Ansatz 0.2.0, PBEsol, plane waves and PAW (520 eV cutoff, 6×6×6 k mesh, Fermi–Dirac smearing 0.35 eV), for KNaCl2 (R-3m, 4-atom cell). Cl shifts along the stacking axis are measured in the relaxed cell and scale with it as the conventional c/a changes at fixed volume, with nothing else relaxed. Free energies are relative to the relaxed crystal.

```tsv
c over a	free energy change at shift -0.25 angstrom (meV a cell)	free energy change at shift -0.0833 angstrom (meV a cell)	free energy change at shift 0 angstrom (meV a cell)	free energy change at shift 0.0833 angstrom (meV a cell)	free energy change at shift 0.25 angstrom (meV a cell)
3.974	275.3	152.3	138.9	156.1	280.0
4.306	224.1	79.6	64.2	85.0	232.8
4.637	202.0	34.6	16.1	39.4	209.4
4.968	215.1	23.0	0.0	24.1	213.3
5.299	266.9	48.4	19.3	42.4	246.7
5.631	358.5	112.6	76.1	96.5	311.2
5.962	489.2	216.2	171.5	187.6	408.1
```

Each row is a crystal of the same volume, flattened or drawn out along the axis on which the K, Cl and Na layers are stacked. Within a row, the two Cl layers next to each Na layer move together: a positive shift takes both away from Na and towards K. The question is how stiffly the crystal resists this breathing motion, and whether that stiffness depends on the shape of the cell.

A fair measure is the mean energy at the two outermost shifts, less the energy at zero shift. Taking the mean removes any preference of Cl for one side. The cost is 139 meV a cell in the flattest crystal ($c/a$ = 3.974), 214 meV at rest (4.968) and 277 meV in the longest (5.962). From one end of the table to the other it doubles, and it rises at every step.

**First explanation: the bonds turn.** Treat each Na–Cl and K–Cl contact as a spring of fixed strength $k$, at an angle $\theta$ to the axis. A small Cl shift $u$ along the axis changes the spring's length by $u\cos\theta$ and costs $\tfrac12 k u^2\cos^2\theta$. Drawing the cell out turns the bonds towards the axis, so $\cos^2\theta$ grows. With the angles of these cells, the cost should rise by a factor of 1.71 between the ends, close enough to the computed 2.00 to be tempting.

**Second explanation: the shift itself grows.** The shift is set in the rest cell and then carried along as the cell deforms, so 0.25 Å is its true length only at rest. The volume is proportional to $a^2c = c^3/(c/a)^2$; if it is fixed, $c$ must grow as $(c/a)^{2/3}$, and every distance along the axis grows with it. A spring that never changes then appears to stiffen, because it is being pushed further.

The longest cell serves as an example. Its $c/a$ is 1.20 times the rest value, so lengths along the axis are $1.20^{2/3} = 1.13$ times longer and the true shift is 0.28 Å. The cost goes as the square of the shift, which gives $1.13^2 \times 214 \approx 273$ meV, against 277 meV computed. Only the rest row set the spring constant, so nothing was fitted to the longest cell. The same rule gives about 159 meV for the flattest cell, some 15 % above the computed cost.

Between the ends, the second explanation predicts a factor of 1.72, practically the same as the first. Over the whole table the two formulas also miss by nearly equal amounts, as the output below shows, so the quality of the fit cannot choose between them. The choice comes from what the shift means: its stretching follows from how the coordinate is defined, whatever the bonds do. Turning bonds can therefore only act on top of it, and both effects at full strength would raise the cost 2.94-fold, far more than the computed doubling.

So the picture of fixed springs that merely turn fails once distances are measured properly. Dividing each cost by the square of the true shift leaves a much quieter trend. The flattest crystal is about 13 % softer than the crystal at rest, while the three drawn-out ones stay within about 2 % of the rest value. Most of the apparent stiffening belongs to the coordinate.

The bonds do turn, so something must largely offset the effect. A likely contributor is repulsion between Cl ions facing each other across the Na layer. They are 3.92 Å apart at rest but only 3.72 Å apart in the flattest cell, where closer contact should add stiffness just as the turned bonds lose it. At the long end the offset is almost complete: turning alone would add 25 %, yet the true stiffness barely moves. There the facing Cl ions have drawn apart to 4.17 Å and the K–Cl contact has lengthened from 3.068 to 3.122 Å, and both changes are expected to weaken the short-range springs. The long-range Coulomb forces, which need not follow the $\cos^2\theta$ of the nearest bonds, are expected to take a share as well. The table does not separate these parts, so their sizes remain open.

The stretched coordinate also accounts for an oddity in the outer columns. At the largest shifts the cheapest crystal is not the one with the rest shape but the slightly flatter one at $c/a$ = 4.637, by 8.5 meV on the average of the two sides. That crystal was mainly pushed less far; it is also about 3 % softer, but that alone would not make it the cheapest. Converted to a true 0.25 Å, it lies 9.8 meV above the crystal with the rest shape, which is again the cheapest of the seven. The conversion assumes a parabola, and the curves are close to one: tripling the shift raises the cost about 9.1 times, where a parabola gives 9.

For a neighbouring map, the first step is to ask which cell edge carries the shift. Had the Cl ions been moved within their layers instead, drawing out the cell would have shortened the true shift, and a constant spring would have seemed to soften. Had the shift been held at a fixed length in ångströms, only the real change in stiffness would have appeared. A spring constant meant for a vibration or a force model should therefore be taken per true distance.

The analysis program printed:

```
Cost of the nominal 0.25 angstrom shift and three accounts (ratios to the rest row):
    row  mean cost in meV  computed ratio  stretched shift only  turning bonds only  both together  true stiffness ratio
  3.974             138.7          0.6478                0.7426              0.7309         0.5427                0.8723
  4.306             164.2          0.7668                0.8264              0.8219         0.6792                0.9279
  4.637             189.6          0.8852                0.9122              0.9117         0.8317                0.9704
  4.968             214.2               1                     1                   1              1                     1
  5.299             237.5           1.109                  1.09               1.086          1.184                 1.017
  5.631             258.8           1.208                 1.182                1.17          1.383                 1.022
  5.962             277.1           1.294                 1.275               1.251          1.595                 1.015
Mean energy of the two shifted crystals in meV and distances at zero shift in angstrom:
    row  at nominal 0.25  at true 0.25  right less left  Na-Cl   K-Cl  Cl-Cl across Na
  3.974            277.6         325.8              4.7  2.917  3.068            3.723
  4.306            228.4           263              8.7  2.891   3.06            3.784
  4.637            205.7           224              7.4  2.874  3.061            3.851
  4.968            214.2         214.2             -1.8  2.863  3.068            3.925
  5.299            256.8         237.2            -20.2  2.858  3.081            4.003
  5.631            334.9           295            -47.3  2.858    3.1            4.085
  5.962            448.6         388.8            -81.1  2.863  3.122             4.17
True length of the nominal 0.25 angstrom shift in the flattest cell, angstrom: 0.2154
True length of the nominal 0.25 angstrom shift in the longest cell, angstrom: 0.2823
Computed cost, longest cell over flattest: 1.997
Same factor from the stretched shift only: 1.717
Same factor from turning bonds only: 1.711
Same factor from both together: 2.939
Factor left for true stiffening, longest cell over flattest: 1.163
Rms miss of the ratio, stretched shift only: 0.04576
Rms miss of the ratio, turning bonds only: 0.04547
Rms miss of the ratio, both together: 0.1456
True stiffness of the flattest cell against rest, percent: -12.77
Largest true stiffness against rest, percent: 2.217
Cost at 0.25 over cost at 0.0833 (parabola gives 9), smallest: 9.069
Cost at 0.25 over cost at 0.0833 (parabola gives 9), largest: 9.117
Row 4.637 less row 4.968 at nominal 0.25 angstrom, meV: -8.5
Row 4.637 less row 4.968 at true 0.25 angstrom, meV: 9.757
```
